\section*{Friedel--Fleischer and Mott--Labusch strengthening: one clamped string}

\subsection*{Statement}

A dislocation with Burgers vector of length $b$ glides in the plane $(x,y)$, lies along $x$ on average and is treated as a string of constant line tension $T$ (in N). A resolved shear stress $\tau$ pushes it along $+y$ with force $\tau b$ per unit length. Solute atoms are placed independently at random, $n$ per unit area of the glide plane, with $n\propto c$ for a small atomic fraction $c$. Each resists the line with a force of at most $F\ll 2T$ over a range $w$ along $y$. Thermal activation and inertia are absent. The critical stress obeys two limiting laws,
\begin{equation}
\tau_F b=F^{3/2}\left(\frac{n}{2T}\right)^{1/2}\propto c^{1/2}\qquad(\eta\ll1),
\label{FF}
\end{equation}
\begin{equation}
\tau_L b=C\left(\frac{F^4n^2w}{T}\right)^{1/3}\propto c^{2/3}\qquad(\eta\gg1),
\label{ML}
\end{equation}
where $C$ is of order one and
\begin{equation}
\eta=w\sqrt{n}\left(\frac{2T}{F}\right)^{1/2}.
\label{eta}
\end{equation}
Equation (\ref{FF}) carries the names of Friedel and Fleischer, Eq.~(\ref{ML}) those of Mott and Labusch (Labusch 1970), and $\eta$ is the parameter of Schwarz and Labusch (1978). Since $\tau_L/\tau_F=2^{1/3}C\eta^{1/3}$, the larger of the two expressions is the one whose condition holds.

The smallest model that yields both laws is one piece of string of length $\ell$, clamped at its ends, with the midpoint displacement as the only coordinate. Its mechanics and statistics are exact. Each law needs in addition one closure, a postulate that fixes $\ell$. For the obstacle energy
\begin{equation}
U(y)=\frac{U_0}{1+y^2/w^2}
\label{U}
\end{equation}
the model gives Eq.~(\ref{FF}) as written, and Eq.~(\ref{ML}) with
\begin{equation}
C=\left(\frac{2\kappa^2}{9}\right)^{1/3}=0.917,\qquad \kappa=\frac{16\pi}{27}=1.862,\qquad \eta^*=\left(\frac{81}{32\pi}\right)^2=0.649,
\label{C}
\end{equation}
where $\eta^*$ is the value at which $\tau_F=\tau_L$.

\subsection*{The model}

For small slopes the displacement $u(x)$ obeys $-Tu''=\tau b+q(x)$ with $u(0)=u(\ell)=0$, where $q$ is the obstacle force per unit length. A unit force at the midpoint gives a triangle with a slope change $1/T$ at its apex,
\begin{equation}
G(x)=\frac{x}{2T}\quad(0\le x\le \ell/2),\qquad G(\ell-x)=G(x).
\label{G}
\end{equation}
By reciprocity $G(x)$ is also the midpoint displacement caused by a unit force at $x$. The applied load alone moves the midpoint by $\tau b\int G\,dx=\tau b\ell^2/8T$. If the obstacles can pull the midpoint back by at most $\delta$, they cancel this displacement up to the stress
\begin{equation}
\tau b=\frac{8T\delta}{\ell^2}.
\label{bal}
\end{equation}
The two laws differ only in $\delta$ and $\ell$.

\subsection*{Proof for point obstacles}

Let the clamps be two obstacles and put a third at the midpoint, so that the spacing is $L=\ell/2$. The middle one gives $\delta=FG(\ell/2)=FL/2T$, and Eq.~(\ref{bal}) becomes $\tau bL=F$. When it releases the line, the change of shape is by superposition $FG(x)$, a triangle of height $\delta$ and area
\begin{equation}
A=F\int_0^\ell G\,dx=\frac{FL^2}{2T}.
\end{equation}
The closure is Friedel's steady state: on average one obstacle is met for each one lost, $nA=1$. Then
\begin{equation}
L=\left(\frac{2T}{nF}\right)^{1/2},\qquad \delta=\left(\frac{F}{2Tn}\right)^{1/2},
\label{LF}
\end{equation}
and $\tau b=F/L$ is Eq.~(\ref{FF}). The same two lengths explain Eq.~(\ref{eta}):
\begin{equation}
\eta=\frac{w}{\delta}=nwL .
\end{equation}
Thus $\eta$ is the range measured in units of the forward jump, and also the mean number of further obstacles in a strip of width $w$ along one Friedel spacing. Obstacles act as points only if it is small.

The small-slope step can be removed. At constant tension the free line is a circular arc of radius $R=T/\tau b$. With $\beta=F/2T$, force balance at the middle one of three collinear pins gives $L/2R=\beta$. An arc over a chord $2R\xi$ encloses the area $R^2(\arcsin \xi-\xi\sqrt{1-\xi^2})$. The swept area is the arc with $\xi=2\beta$ less two arcs with $\xi=\beta$, $A=R^2g(\beta)$, and $nA=1$ gives, for $\beta\le1/2$,
\begin{equation}
\tau b=T\sqrt{n\,g},\qquad g=\arcsin2\beta-2\beta\sqrt{1-4\beta^2}-2\arcsin\beta+2\beta\sqrt{1-\beta^2}.
\end{equation}
Since $g=4\beta^3+6\beta^5+\dots$, this is $\tau_F(1+\tfrac34\beta^2+\dots)$. The ratio $\tau/\tau_F=(g/4\beta^3)^{1/2}$ is $1.008$ at $\beta=0.1$ and $1.082$ at $\beta=0.3$.

\subsection*{Proof for diffuse obstacles}

With $s=y/w$, the force of Eq.~(\ref{U}) is $f=-dU/dy=(2U_0/w)\,s/(1+s^2)^2$. It is odd in $s$, and its magnitude is largest at $s=\pm1/\sqrt3$:
\begin{equation}
F=\frac{3\sqrt3}{8}\frac{|U_0|}{w},\qquad \int f^2dy=\frac{\pi U_0^2}{4w}=\kappa F^2w,\qquad \int f^4dy=\frac{9\pi U_0^4}{128w^3}.
\end{equation}
Here $w$ is the half width of $U$ at half height. Attractive and repulsive obstacles have the same $F$ and $\kappa$.

Evaluate all forces at the position of the straight line. The obstacles then move the midpoint by $u_m=\pm\sum_iG(x_i)f(y_i)$, where the overall sign does not matter. For a Poisson distribution of points, Campbell's theorem gives the cumulants $k_j=n\int G^jdx\int f^jdy$. The odd ones vanish. With $\int G^2dx=\ell^3/48T^2$, $\int G^4dx=\ell^5/1280T^4$ and $\Delta=n\int f^2dy$,
\begin{equation}
k_2=\frac{\Delta\,\ell^3}{48T^2},\qquad \gamma=\frac{k_4}{k_2^2}=\frac{81}{40\pi N},\qquad N=nw\ell .
\label{cum}
\end{equation}
In sine modes $k_2=(2\Delta \ell^3/\pi^4T^2)\sum_{m\,\mathrm{odd}}m^{-4}$, and the lowest mode carries the fraction $96/\pi^4=0.986$, so the problem has in effect one mode.

The frozen forces hold only while the line stays where they were evaluated. The correlation between forces at positions $tw$ apart follows from $\int ds\,[(1+s^2)(1+(s+t)^2)]^{-1}=2\pi/(4+t^2)$ as minus its second derivative in $t$:
\begin{equation}
\frac{\int f(y)f(y+tw)\,dy}{\int f^2dy}=\frac{16\,(4-3t^2)}{(4+t^2)^3}.
\end{equation}
It has fallen to $0.128$ at $t=1$ and vanishes at $t=2/\sqrt3=1.15$. A piece with $\sqrt{k_2}\ll w$ is too stiff to choose its position, and a piece with $\sqrt{k_2}\gg w$ breaks up into parts that adjust separately. The closure is therefore $\delta=\sqrt{k_2}=w$, which fixes
\begin{equation}
\ell_c=\left(\frac{48T^2w^2}{\Delta}\right)^{1/3}.
\end{equation}
Equation (\ref{bal}) with $\delta=w$, $\ell=\ell_c$ and $8^3/48^2=2/9$ gives
\begin{equation}
\tau_Lb=\frac{8Tw}{\ell_c^2}=\left(\frac{2\Delta^2}{9Tw}\right)^{1/3}.
\label{tauL}
\end{equation}
Inserting $\Delta=\kappa nF^2w$ yields Eq.~(\ref{ML}) with the $C$ of Eq.~(\ref{C}). Division by Eq.~(\ref{FF}), and the definition of $N$, give
\begin{equation}
\frac{\tau_L}{\tau_F}=\left(\frac{2\kappa}{3}\right)^{2/3}\eta^{1/3}=1.155\,\eta^{1/3},\qquad N=\left(\frac{81}{4\pi}\right)^{1/3}\eta^{4/3}=1.861\,\eta^{4/3},
\end{equation}
so that $\eta^*=(3/2\kappa)^2$.

\subsection*{Comparison with the general statement}

The exponents of $F$, $n$, $T$ and $w$ are those of Eqs.~(\ref{FF}) and (\ref{ML}). The crossover is consistent from both sides. At $\eta^*$ a Friedel spacing has $0.649$ further obstacles in range, while the correlated piece holds $N=1.05$ and has $\gamma=0.62$, so that one atom decides the force and a root mean square no longer describes it. For $\eta\gg1$, $\gamma\propto\eta^{-4/3}$ vanishes and the force is Gaussian.

The prefactors belong to the closures. If the total load $\tau b\ell_c$ is set equal to the total random force $(\Delta \ell_c)^{1/2}$ in place of Eq.~(\ref{bal}), $\tau_L$ is multiplied by $\sqrt3/2$, which gives $C=0.794$ and $\eta^*=1.00$. Likewise a closure $nA=\lambda$ multiplies $\tau_F$ by $\lambda^{-1/2}$. Neither closure is a solution of the depinning of an infinite line. Because $\tau_L/\tau_F\propto c^{1/6}$, a change of either prefactor enters the crossover concentration with the sixth power.

\subsection*{Au in Ag: inputs}

The room-temperature elastic constants are compiled values (Blaschke): $C_{11},C_{12},C_{44}=123.99,\ 93.67,\ 46.12$~GPa for Ag and $192.44,\ 162.98,\ 42$~GPa for Au. The crystal is replaced by an isotropic medium with the Voigt shear modulus $\mu=(C_{11}-C_{12}+3C_{44})/5$ and $K=(C_{11}+2C_{12})/3$, although the ratio $2C_{44}/(C_{11}-C_{12})$ of Ag is $3.0$. This gives $\mu=33.74$, $K=103.8$~GPa for Ag and $\mu=31.09$, $K=172.8$~GPa for Au, and for the host $\nu=(3K-2\mu)/(6K+2\mu)=0.353$. The modulus misfits are assumed to follow from linear interpolation between the pure metals:
\begin{equation}
\epsilon_\mu=\frac{d\ln\mu}{dc}=-0.078,\qquad \epsilon_K=\frac{d\ln K}{dc}=+0.665 .
\end{equation}
Typical lattice parameters are $a=0.4086$~nm for Ag and $0.4078$~nm for Au. Hence $b=a/\sqrt2=0.2889$~nm and the atomic volume is $\Omega=a^3/4=0.01705$~nm$^3$. Linear interpolation of $a$ would give a volume misfit $\epsilon_V=\Delta V/\Omega=-0.006$; the alloys typically contract more than that, and $\epsilon_V=-0.018$ is assumed as a typical dilute value. Further assumed inputs are $T=\mu b^2/2=1.41$~nN, an undissociated line, and solutes on the two $\{111\}$ planes next to the glide plane, each with area $\sqrt3b^2/2$ per atom, so that $n=4c/(\sqrt3b^2)=27.7\,c$~nm$^{-2}$. The height of these planes above and below the line is replaced by an assumed effective value $w=b$, which stands for the core. Intermediate values are carried unrounded.

A solute in a slowly varying stress field has the energy $p\,\Delta V+\Omega(\epsilon_KW_K+\epsilon_\mu W_\mu)$, where $p$ is the pressure (positive in compression) and $W_K=p^2/2K$ and $W_\mu$ are the hydrostatic and deviatoric energy densities. The modulus terms have this sign because the Burgers vector is held fixed, so that a stiffer site raises the energy.

An isotropic screw dislocation has $p=0$ and $W_\mu=\mu b^2/8\pi^2r^2$, with $r^2=y^2+w^2$. This is Eq.~(\ref{U}) with $U_0=\epsilon_\mu\Omega\mu b^2/8\pi^2w^2$. An edge dislocation has $p=\pm p_0\Lambda$, with $\Lambda=1/(1+s^2)$, the upper sign on the side of the extra half plane, and
\begin{equation}
p_0=\frac{\mu b\,(1+\nu)}{3\pi(1-\nu)\,w}=7.49\ \mathrm{GPa}.
\end{equation}
Its size term is again Eq.~(\ref{U}), with $|U_0|=U_s=p_0|\epsilon_V|\Omega$, attractive on the compressed side and repulsive on the other.

\subsection*{Au in Ag: the model's numbers}

For $c=0.01$:
\begin{center}
\begin{tabular}{lcc}
\hline
 & screw, shear modulus & edge, size only\\
\hline
$|U_0|$ ($10^{-21}$ J) & 0.57 & 2.30\\
$F$ (pN) & 1.28 & 5.2\\
$\eta$ & 7.1 & 3.5\\
$\ell_c$ ($\mu$m) & 0.32 & 0.13\\
$N$ & 25 & 10\\
$\gamma$ & 0.025 & 0.064\\
$\tau_F$ (MPa) & 0.050 & 0.40\\
$\tau_L$ (MPa) & 0.11 & 0.71\\
$c$ at $\eta=\eta^*$ & $8\times10^{-5}$ & $3\times10^{-4}$\\
\hline
\end{tabular}
\end{center}
For the edge, $\beta=1.8\times10^{-3}$ and the arc correction $\tfrac34\beta^2$ is $2.5\times10^{-6}$. The point picture fails for another reason: Eq.~(\ref{LF}) gives $L=44$~nm and a jump $\delta=0.081$~nm, which is shorter than the range. Both columns lie on the $c^{2/3}$ side, since weak misfits make $2T/F$ large.

The edge column omits the modulus terms, and these are larger than the size term. In polar coordinates about the line, with $\theta$ counted from the glide direction, the stresses are $\sigma_{rr}=\sigma_{\theta\theta}=-D\sin\theta/r$, $\sigma_{r\theta}=D\cos\theta/r$ and, along the line, $-2\nu D\sin\theta/r$, with $D=\mu b/2\pi(1-\nu)$ and $D/w=8.30$~GPa. They give $W_\mu=(D^2/\mu w^2)\Lambda^2[(1-2\nu)^2/6+s^2/2]$. With $s^2\Lambda^2=\Lambda-\Lambda^2$ the energies on the tensile ($+$) and compressed ($-$) planes are
\begin{equation}
U_\pm=(P\pm U_s)\Lambda+Q\Lambda^2,
\end{equation}
\begin{equation}
P=\frac{\epsilon_\mu\Omega D^2}{2\mu w^2},\qquad Q=\frac{\epsilon_K\Omega p_0^2}{2K}+P\left[\frac{(1-2\nu)^2}{3}-1\right],
\end{equation}
with $P=-1.37\times10^{-21}$~J and $Q=4.39\times10^{-21}$~J. In the sum over the two planes the terms linear in $U_s$ cancel, so size and modulus contributions add in $\Delta$. The integrals over $s$ of $\Lambda'^2$, $\Lambda'(\Lambda^2)'$ and $(\Lambda^2)'^2$ are $\pi/4$, $5\pi/16$ and $7\pi/16$, and
\begin{equation}
\frac{\Delta}{\Delta_{\rm size}}=1+\frac{4P^2+10PQ+7Q^2}{4U_s^2}=4.9 .
\end{equation}
With $w$ unchanged in Eq.~(\ref{tauL}), $\tau_L$ grows by a factor $2.9$ to about $2$~MPa at $c=0.01$. The largest force on the tensile plane rises to $18$~pN. Counting that plane alone, with density $n/2$, one finds $\eta=1.4$ and $\tau_F=1.8$~MPa, and the two expressions cross near $c=5\times10^{-3}$. The complete edge interaction thus puts one per cent of Au in the crossover region, and the $c^{2/3}$ law takes over only at higher concentration. The edge remains the harder component.

\subsection*{Size of what is left out}

\emph{Distant planes.} For the size term a plane at height $z$ contributes to $\Delta$ as $z^{-3}$. The planes at $z=(k+\tfrac12)d$, $k\ge1$, $d=b\sqrt{2/3}$, multiply $\Delta_{\rm size}$ by $1+(3/2)^{3/2}[7\zeta(3)-8]=1.76$ and the size-only $\tau_L$ by $1.46$ at fixed $w$.

\emph{Line tension.} In isotropic elasticity the tensions of screw and edge stand in the ratio $(1+\nu)/(1-2\nu)=4.6$. Through $T^{-1/3}$ this raises the edge-to-screw ratio of $\tau_L$ by a factor $1.7$.

\emph{Core.} The volume strain $p_0/K=0.072$ is at the limit of linear elasticity. The size-only $\tau_L$ scales as $w^{-7/3}$ and the modulus share of $\Delta/\Delta_{\rm size}$ as $w^{-2}$. Doubling $w$ lowers the complete edge stress by a factor $9$.

\emph{Temperature.} The work $\tau_Lb\,\ell_cw$ for the size-only edge is $7.5\times10^{-21}$~J, against $k_B\times300$~K $=4.1\times10^{-21}$~J. This scale lacks its prefactor, but it shows that thermal activation lowers the flow stress substantially at room temperature.

\emph{Configuration.} On a lattice the variance of the site occupation is $c(1-c)$, which replaces $c$ in $\Delta$. Short-range order correlates the sites and lies outside Campbell's theorem.

At $c=0.05$ the model's complete edge stress from Eq.~(\ref{tauL}) is about $6$~MPa for $w=b$ and $0.6$~MPa for $w=2b$. As typical knowledge, not as a measurement, a few per cent of Au raise the critical shear stress of Ag crystals by roughly 1 to 3~MPa between room and low temperature. The choice $w=b$ therefore overshoots by a factor of two or more and $w=2b$ falls short. The likely causes are the wide dissociation typical of dislocations in Ag, which weakens the field near the glide plane, and the interpolated misfits, since the shear constants of the alloys typically lie above the straight line between the pure metals.